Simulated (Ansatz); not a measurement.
SnO$_{2}$: energy along a strain

SnO$_{2}$, P4_2/mnm, a = 4.760 Å, c = 3.201 Å. Ansatz: r2SCAN, PAW, 500 eV, Γ-centred 6×6×8 mesh on 6 atoms, Gaussian smearing 0.05 eV; no spin polarisation. Cell vectors (Å): 4.760 0.000 0.000; 0.000 4.760 0.000; 0.000 0.000 3.201. The cell is strained by x per cent times the pattern (1 1 0 0 0 0) in the order xx yy zz yz xz xy (engineering shears), with fractional coordinates held. y is the free energy over the start, V0 = 12.087 Å³/atom.

```tsv
x (%)	y (meV/atom)
-6.00	?
-4.50	75.58
-3.00	32.04
-1.50	7.63
0.00	0.00
1.50	7.05
3.00	26.92
4.50	57.92
5.25	77.13
6.00	98.57
```

Q: Fit y = c2 x² + c3 x³ to the other rows, get the stiffness along the pattern, and predict the missing energy.

A: Least squares on the rows shown. y = 3.2987 x² − 0.094585 x³. The clamped-ion stiffness p·C·p = 2 × 32.99 eV × 160.2 / 12.087 Å³ = 874 GPa. At x = -6.00 the fit asked for gives 139.18 meV/atom. The run gave 140.88 meV/atom, so the fit is 1.70 meV/atom too low, 1.2 % of the span of the series, against an rms of 0.18 meV/atom on the fitted rows. The row lies outside the fitted range. With a term in x⁴ added, a fit to the same known rows predicts 140.41 meV/atom, so most of the miss is curvature that the known rows already hold.

Compressing the basal plane costs more energy than stretching it by the same amount: 75.58 against 57.92 meV/atom at 4.50 per cent. The negative cubic term expresses this asymmetry, which is the usual anharmonicity of a polar-covalent oxide. Shortening the Sn–O bonds brings a steeply rising overlap repulsion, while stretching them moves towards the softer side of the bonding potential. The short O–O contacts across the shared octahedral edges also lie in the basal plane, so they probably add to the repulsion under compression.

Equal strain along the two in-plane axes keeps the rutile symmetry, but that symmetry still leaves the oxygen positional parameter free. Letting it respond would redistribute the strain between the two kinds of Sn–O bond and could only lower the curvature, so 874 GPa is an upper bound on the relaxed stiffness for this pattern within the same functional. The pattern fixes only the sum of C11 and C12, so resistance to in-plane shear, where rutile oxides are typically much softer, remains undetermined.
